The molecule H₂NP is held planar in a quintet state: of its 12 valence electrons, eight have spin up and four spin down, which leaves four unpaired. This is an excited state at a geometry not relaxed for it, where the forces drive nitrogen and phosphorus strongly apart. Each entry of the table is the total energy of one method less that of a high-level coupled-cluster calculation in the same small basis. It therefore measures how well a method treats electron correlation, the way electrons avoid each other beyond their average repulsion, and not how close it comes to experiment. The inner-shell electrons are left uncorrelated. Their treatment differs slightly between methods and can shift an entry by up to two hundredths of an eV, so small differences between unlike methods shouldn't be read closely.

Total energies of planar H₂NP (neutral, quintet) relative to UCCSDT(Q), computed with Ansatz 0.2.0 in the cc-pVDZ basis at a fixed PBE0/def2-TZVP geometry, with the inner-shell electrons left uncorrelated. "Valence" marks methods built on an active space of 12 electrons in 10 orbitals.

| level | this level less the reference (UCCSDT(Q), same basis) (meV) |
| --- | --- |
| RHF | 7304.5 |
| UHF | 7124.4 |
| RMP2 | 1039.7 |
| UMP2 | 1079.3 |
| CISD | 673.7 |
| RCCSD | 204.2 |
| UCCSD | 201.7 |
| RCCSD(T) | 34.2 |
| UCCSD(T) | 33.6 |
| BCCD(T) | 34.0 |
| RCCSDT | 12.8 |
| UCCSDT | 12.0 |
| RCCSDT(Q) | 0.7 |
| CASSCF valence | 6013.3 |
| NEVPT2 valence | 1290.0 |
| MRCISD valence | 521.3 |
| MRCISD+Q valence | 59.1 |

RHF and UHF are Hartree-Fock calculations with one determinant. In RHF, paired electrons share an orbital; in UHF, spin-up and spin-down electrons have separate orbitals. The prefixes R and U mark the methods built on each. The printed output after the text lists the differences and shares used below; no parameter was fitted.

**(a) Why does the error shrink so regularly from Hartree-Fock through MP2 and CCSD to CCSDT?**

*Solution.* The RHF error of about 7.3 eV might suggest that one determinant describes this state badly. The coupled-cluster amplitudes say otherwise: the largest amplitude of any double excitation, its coefficient relative to the main determinant, is only about 0.05, and its weight is the square of that. The large error is thus the sum of many small contributions, since every pair of electrons avoids each other a little. Such a sum can be built up step by step.

MP2, second-order perturbation theory, takes each pair as if the others were uncorrelated. That crude picture already removes 86% of the RHF error, but it leaves about 1 eV. CCSD, coupled cluster with single and double excitations, lets the pairs influence one another and solves for all of them together. It removes 97%.

What remains needs three or more electrons to move in a correlated way at once. Full triples, in RCCSDT, lower the RCCSD energy by 191 meV. The cheaper (T) estimates the triples from the finished pair amplitudes without letting them act back, and it obtains 89% of that gain. Quadruples, estimated as (Q), add only 12 meV more, because CCSD already contains the simplest kind of quadruple: two pairs excited independently at the same time.

The error of 0.7 meV for RCCSDT(Q) has a narrower meaning than it seems. The reference is the same method started from UHF orbitals, so this row shows that the choice of starting orbitals hardly matters. It doesn't show how far either calculation is from the exact energy in this basis.

**(b) CISD and CCSD both use single and double excitations. Why does CISD miss more than three times as much?**

*Solution.* CISD, configuration interaction, allows at most two electrons to be excited at any one time. While one pair is excited, every other pair must stay uncorrelated. CCSD builds its wave function as an exponential of the excitations, and so includes the products in which two or more pairs are excited together.

The cost of leaving out these products can be estimated. If excited configurations have a total weight w in the wave function, the other pairs are blocked for a fraction w of it. The energy lost is then roughly w times the correlation energy. This is the argument behind Davidson's correction.

The orbital occupations of the CISD calculation give w. They show that at least 0.151 electrons are promoted out of the orbitals of the main determinant into empty ones. Since no configuration promotes more than two, w is at least 0.151/2, or about 0.076. Most of the wave function is still the main determinant, yet this small weight multiplies a large energy.

CISD lowers the RHF energy by 7304.5 − 673.7 = 6630.8 meV. Multiplied by w, this gives about 502 meV for the omitted products. The computed gap between CISD and RCCSD is 470 meV, so the estimate has the right size. It comes out somewhat high, although w was a lower limit. A likely reason is that it also counts correlation that the excited pair itself could no longer contribute.

MRCISD starts from many determinants instead of one, but it still lets at most two electrons leave the chosen set of valence orbitals. Its gain over CISD is a modest 152 meV. The +Q correction, which rests on the same reasoning as the estimate above, then removes another 462 meV and leaves an error of 59 meV. The richer start was of less use than the allowance for pairs acting together.

The same argument tells what a larger system would do. For two such molecules far apart, the CCSD error simply doubles. The CISD error more than doubles, since a correlated pair in one molecule then blocks pairs in the other.

**(c) UHF and valence CASSCF both start below RHF. Why does second-order perturbation theory nevertheless end higher from each of them than from RHF?**

*Solution.* A lower start helps only if the next step still recovers as much as before. For UHF the account can be drawn up exactly. UHF begins 180 meV below RHF. But RMP2 contains a term from single excitations, worth 124 meV, which partly makes up for the orbital relaxation that the restriction had prevented; in UMP2 this term vanishes, because the UHF orbitals are already relaxed. The pair energies are also smaller with UHF orbitals, by 96 meV, and UMP2 ends 40 meV above RMP2.

Nearly all of the loss in pair energy lies in pairs of opposite spin. This is plausible, since separate orbitals for the two spins already let such electrons keep apart to some extent, which leaves less for the perturbation step to gain.

In coupled cluster the advantage of either start fades. Its single excitations are solved together with the doubles and can rotate the orbitals towards better ones, whichever set came first. The gap of 180 meV between RHF and UHF shrinks to 2.5 meV at CCSD. With (T) added, the two starts agree within 0.6 meV, and BCCD(T), which optimises its orbitals within coupled cluster, falls between them.

CASSCF allows every arrangement of the 12 valence electrons in ten valence orbitals. In the quintet, the main determinant already occupies eight of these ten, four doubly and four singly. With only two empty orbitals to move into, the electrons have little room to avoid each other, and CASSCF removes just 18% of the RHF error. The rest requires the many orbitals outside the valence set.

NEVPT2 adds that rest by second-order perturbation theory, and it ends 250 meV above RMP2. A likely reason lies in the energy that the method assigns to an excited pair. When two electrons leave the valence orbitals, the two holes left behind repel each other, which makes the excitation more costly; the promoted electrons are attracted to the holes, which makes it cheaper. NEVPT2 includes the repulsion in its starting description but not the attraction, whereas MP2 omits both and profits from a partial cancellation. An excitation that seems too costly contributes too little energy.

The table doesn't test this explanation separately. CASSCF can also settle on a solution that is not the lowest, and its state was not checked here. The small error of MRCISD+Q makes a gross mistake of that kind less likely, but doesn't rule it out.

The comparison would look different for a singlet with a half-broken bond. There two determinants can carry similar weight, and CASSCF supplies what a single determinant lacks from the outset. In the present quintet one determinant dominates, so the flexible start solves a problem that the state hardly has.

For a state of this kind, the practical rule is to look first at the amplitudes and occupations. If they show one leading determinant and many small excitations, a method should be chosen for how it lets the pairs correlate together, and not for how low its starting energy lies.

Printed output of the fit:

```
RHF less UHF in meV: 180.1
RCCSD less UCCSD in meV: 2.5
RCCSDT less UCCSDT in meV: 0.8
share of the RHF error removed by RMP2 in percent: 85.77
share of the RHF error removed by RCCSD in percent: 97.2
error of RCCSD over error of RCCSDT as a ratio: 15.95
lowering by perturbative triples from RCCSD to RCCSD(T) in meV: 170
lowering by full triples from RCCSD to RCCSDT in meV: 191.4
perturbative triples as a share of full triples in percent: 88.82
RCCSD(T) less RCCSDT in meV: 21.4
lowering by perturbative quadruples from RCCSDT to RCCSDT(Q) in meV: 12.1
UMP2 less RMP2 in meV: 39.6
RMP2 error if its singles term were left out in meV: 1163
opposite-spin MP2 pair energy lost on going from RHF to UHF orbitals in meV: 88.38
total MP2 pair energy lost on going from RHF to UHF orbitals in meV: 96.03
CISD less RCCSD in meV: 469.5
electrons promoted to empty orbitals in CISD: 0.1513
least weight of excited configurations in CISD in percent: 7.565
estimated energy of the missing products of pair excitations in meV: 501.6
lowering from RHF to valence CASSCF in meV: 1291
share of the RHF error removed by valence CASSCF in percent: 17.68
NEVPT2 less RMP2 in meV: 250.3
share of the CASSCF error removed by NEVPT2 in percent: 78.55
CISD less MRCISD in meV: 152.4
lowering by +Q from MRCISD in meV: 462.2
MRCISD+Q less RCCSD(T) in meV: 24.9
RCCSD(T) less UCCSD(T) in meV: 0.6
```
